Creep of a domain wall in quenched disorder

A weak field H moves a pinned domain wall only by thermally activated jumps, and the barrier grows without limit as H → 0. For an elastic wall of internal dimension D and equilibrium roughness exponent ζ the velocity follows the creep law

v = v0 exp[−(Uc/kBT)(Hc/H)^μ],  μ = (2ζ + D − 2)/(2 − ζ),

for H ≪ Hc. The scaling argument goes back to Ioffe and Vinokur (1987). One collective coordinate, the size of a bulge, is enough to reproduce the law in closed form.

The wall as an elastic line

Take a film of thickness t with perpendicular magnetisation ±Ms and wall energy σ per unit area. If t is smaller than the lengths over which the wall bends, the wall is a line (D = 1) with displacement u(x) and energy

E = ∫ dx [ (σt/2)(du/dx)² − 2μ0Ms H t u + V(x,u) ].

The factor 2 arises because the swept volume reverses from −Ms to +Ms. In amorphous Tb–Fe the Tb and Fe moments are antiparallel and Ms is their net magnetisation. The pinning energy V comes from fluctuations of local anisotropy and composition. These energies are even in the magnetisation, so both domains have the same energy and V acts only at the wall. This is random-bond disorder, correlated over a transverse length ξ of the order of the wall width.

Beyond the Larkin length Lc, at which the wall first wanders by ξ, competing low-energy configurations of a segment L are separated by u ≈ ξ(L/Lc)^ζ, and their energies differ by an amount ∝ L^θ. A uniform tilt of the wall leaves the disorder statistically unchanged, so the stiffness is not renormalised and θ is fixed by the elastic energy u²L^(D−2): θ = 2ζ + D − 2. For D = 1 there is a second relation. The free energy of a long line as a function of its end point u is a random walk in u, so δF ∝ u^(1/2) and θ = ζ/2. Then 2ζ − 1 = ζ/2, which gives ζ = 2/3 and θ = 1/3 (Huse, Henley and Fisher, 1985). The random-walk property is taken here as known.

One-mode model

Let a flat wall bulge over a length L in its lowest mode, u = u0 sin(πx/L) for 0 < x < L. The two integrals give

Eel = π²σt u0²/(4L),  EZ = −(4/π) μ0Ms H t u0 L.

Disorder enters through one constraint: the bulge must reach the next favourable valley, so u0 = ξ(L/Lc)^(2/3). The cost of a bulge is taken equal to Eel. This builds in the hypothesis that barriers scale with the same exponent θ as the energy differences of metastable states, which the scaling theory also assumes and does not prove. With s = (L/Lc)^(1/3), so that L = Lc s³ and u0 = ξs², the landscape is a polynomial:

E(s) = E0 (s − h s⁵/5),  h = H/Hc,
E0 = π²σtξ²/(4Lc),  μ0Hc = π³σξ/(80 Ms Lc²).

Hc is defined so that the maximum lies at L = Lc when H = Hc. It is of the order of the depinning field but is not identical with it. The condition dE/ds = E0(1 − h s⁴) = 0 gives s* = h^(−1/4), and hence

L* = Lc (Hc/H)^(3/4),  U = E(s*) = Uc (Hc/H)^(1/4),  Uc = (4/5)E0.

Bulges shorter than L* tend to shrink and longer ones grow. A bulge against the field has E0(s + h s⁵/5), which rises monotonically, so it always collapses.

Escape rate

Let s diffuse in E(s), overdamped, with constant diffusion coefficient 1/τ0, which contains the magnetic damping. With a reflecting boundary at s = 0 and an absorbing one at s1 = (5/h)^(1/4), where E returns to zero, the mean first-passage time is exactly

τ = τ0 ∫₀^s1 ds exp[E(s)/kBT] ∫₀^s ds′ exp[−E(s′)/kBT].

Put ε = E0/kBT, A = ε h^(−1/4) and s = h^(−1/4)(1 + w). Then E/kBT = A(4/5 − 2w² − 2w³ − w⁴ − w⁵/5). For A ≫ 1 the inner integral is 1/ε = h^(−1/4)/A, and the outer one is Gaussian with ⟨w²⟩ = 1/(4A). The quartic term and the square of the cubic term give the first correction, −3/(16A) + 15/(32A) = 9/(32A):

τ = τ0 h^(−1/2) A^(−1) (π/2A)^(1/2) exp(4A/5) [1 + 9/(32A) + …].

If each event advances the wall by u0(s*) = ξh^(−1/2), then at leading order

v = (ξ/τ0)(2/π)^(1/2) A^(3/2) exp[−(Uc/kBT)(Hc/H)^(1/4)].

This is the creep law with μ = 1/4 and a prefactor v0 ∝ H^(−3/8). The power −3/8 depends on the assumed constant diffusion in s and is not universal. The exponential does not depend on that choice.

Comparison with the general statement

For general D and ζ, with ℓ = L/Lc, the elastic term scales as ℓ^θ and the swept volume as ℓ^(D+ζ). Geometric factors go into E0 and Hc:

E(ℓ) = E0 [ℓ^θ − (θ/(D + ζ)) h ℓ^(D+ζ)].

Since D + ζ − θ = 2 − ζ, the maximum is at L* = Lc(Hc/H)^(1/(2−ζ)), and U = E0[(2 − ζ)/(D + ζ)](Hc/H)^μ with μ = θ/(2 − ζ). For D = 1, ζ = 2/3 this returns 3/4, 4/5 and 1/4. In a film thicker than L* the wall is a surface, and D = 2 with the approximate random-bond value ζ ≈ 0.41 gives μ ≈ 0.52. Random-field disorder, with ζ = (4 − D)/3, gives μ = 1 for every D < 4.

Numbers for a strongly pinned Tb–Fe film

Take as typical inputs an exchange stiffness Aex = 2.0 pJ/m, effective anisotropy K = 5.0×10⁵ J/m³ and Ms = 1.0×10⁵ A/m, at T = 300 K. The Bloch wall parameter is Δ = (Aex/K)^(1/2) = 2.0 nm and σ = 4(AexK)^(1/2) = 4.0 mJ/m². Assume ξ = 2Δ, Lc = 20 nm and t = 10 nm, so that t < Lc. Then E0 = 7.90×10⁻²⁰ J = 0.49 eV, Uc = 6.32×10⁻²⁰ J, Uc/kB = 4.58×10³ K, μ0Hc = 155 mT, ε = 19.06 and Uc/kBT = 15.25. The values of ξ, Lc and t were chosen to put μ0Hc at 0.1–0.3 T and Uc/kB at a few thousand kelvin, the orders typical of strongly pinned Tb–Fe films, so these scales are not predictions. The last column uses the leading-order formula for v.

h | μ0H (mT) | L* (nm) | u0 (nm) | U/kBT | A | log10(vτ0/ξ)
1/4 | 38.8 | 56.6 | 8.0 | 21.6 | 27.0 | −7.3
1/16 | 9.69 | 160 | 16 | 30.5 | 38.1 | −11.0
1/81 | 1.91 | 540 | 36 | 45.8 | 57.2 | −17.3

The correction 9/(32A) is 1.0 %, 0.7 % and 0.5 % in the three rows. The local slope is d ln v/d ln H = A/5 − 3/8. At h = 1/16 the barrier contributes 7.63 and the prefactor removes 4.9 % of that.

Size of the neglected terms

Short lengths. Scaling holds for L > Lc, so the landscape for s < 1 is an extrapolation. Placing the reflecting boundary at s = 1 multiplies v by about (1 − h)exp[ε(1 − h/5)]. The constant exp(ε) = 1.9×10⁸ shows that the model does not fix the absolute velocity, only its field dependence. The term εh/5 is 0.95, 0.24 and 0.05 in the three rows. The barrier measured from s = 1, E0[(4/5)h^(−1/4) − 1 + h/5], vanishes at H = Hc, where creep gives way to depinning.

Large slopes. The next term of the arc length, −(σt/8)(du/dx)⁴, changes Eel by the fraction −3π²ξ²/(16Lc²s²) = −0.074/s². To first order it shifts U/kBT by −1.0, −0.71 and −0.47. Relative to U it falls as h^(1/2) and leaves μ unchanged.

Stray field. The wall is equivalent to a current 2Ms t, which lowers the line stiffness by a fraction of order [μ0Ms²t/(πσ)] ln(L/t), with μ0Ms²t/(πσ) = 0.010. Multiplied by A, this lowers the barrier by roughly 1 kBT at h = 1/16 and 2 kBT at h = 1/81.

Finite length. In a track of width below L* the bulge cannot grow to L*, the barrier saturates, and the stretched exponential ends. For a 540 nm track this happens near 1.91 mT in the model.

Between the last two rows the field falls by a factor 5.06. The exponential alone lowers v by 6.6 decades, and with the prefactor by 6.4. The stray-field term can change this by about half a decade, so the model's result is a drop of about six decades.